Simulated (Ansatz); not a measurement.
Sb: the change of energy above lowest point with volume scale

Results calculated with Ansatz 0.2.0, not measured. Free energy against uniform scaling of the volume at fixed shape and fractions; periodic cell, basis, potentials, k mesh and filling as listed.

The cell before it is scaled or strained (space group Pm-3m, No. 221):
```
Sb
1.0
      3.1600     0.0000     0.0000
      0.0000     3.1600     0.0000
      0.0000     0.0000     3.1600
Sb
1
Direct
  0.00000 0.00000 0.00000
```

Settings of every row: functional PBEsol; dispersion none; potentials all-electron LAPW; k mesh 9x9x9; k shift 0x0x0; occupations fermi dirac; smearing width 0.05 eV; spin none; basis error target 0.002 eV/atom; SCF threshold exponent -9.

Limits: coarse k mesh, up to 40 meV an atom off; minimum outside the range.

```csv
row,volume scale,V (Å³/atom),energy above lowest point (meV/atom)
1,0.94,29.661,0
2,0.96,30.292,10.6
3,0.98,30.923,25
4,1,31.554,42.7
5,1.02,32.186,63.4
6,1.04,32.817,?
7,1.06,33.448,112.5
```

Question: what energy above lowest point should row 6 give?

Worked fit of energy above lowest point. Take u = (V_r/V)^(2/3) − 1 with V_r = 31.238 Å³ an atom, which is twice the finite (Eulerian) strain; such expansions in the strain, on which the Birch-Murnaghan equation of state is built, carry the rest volume and the bulk modulus. The shown rows have u = 0.03514, 0.02071, 0.00678, -0.00669, -0.01973, -0.04455. Least squares give energy above lowest point = 33.43 − 1314.8 × u + 10327 × u² meV/atom; a straight line predicts inner rows, each left out in turn, worse (root mean square 6.5 against 0.025 meV/atom). All shown rows lie on it to the printed digit. The withheld row has u = -0.03234, so the fit gives 33.43 − 1314.8 × (-0.03234) + 10327 × (-0.03234)² = 86.8 meV/atom.

The calculation gave 86.7 meV/atom. The fit lies 0.1 meV/atom (0.089 % of the column's range) above it, one unit of the last digit.
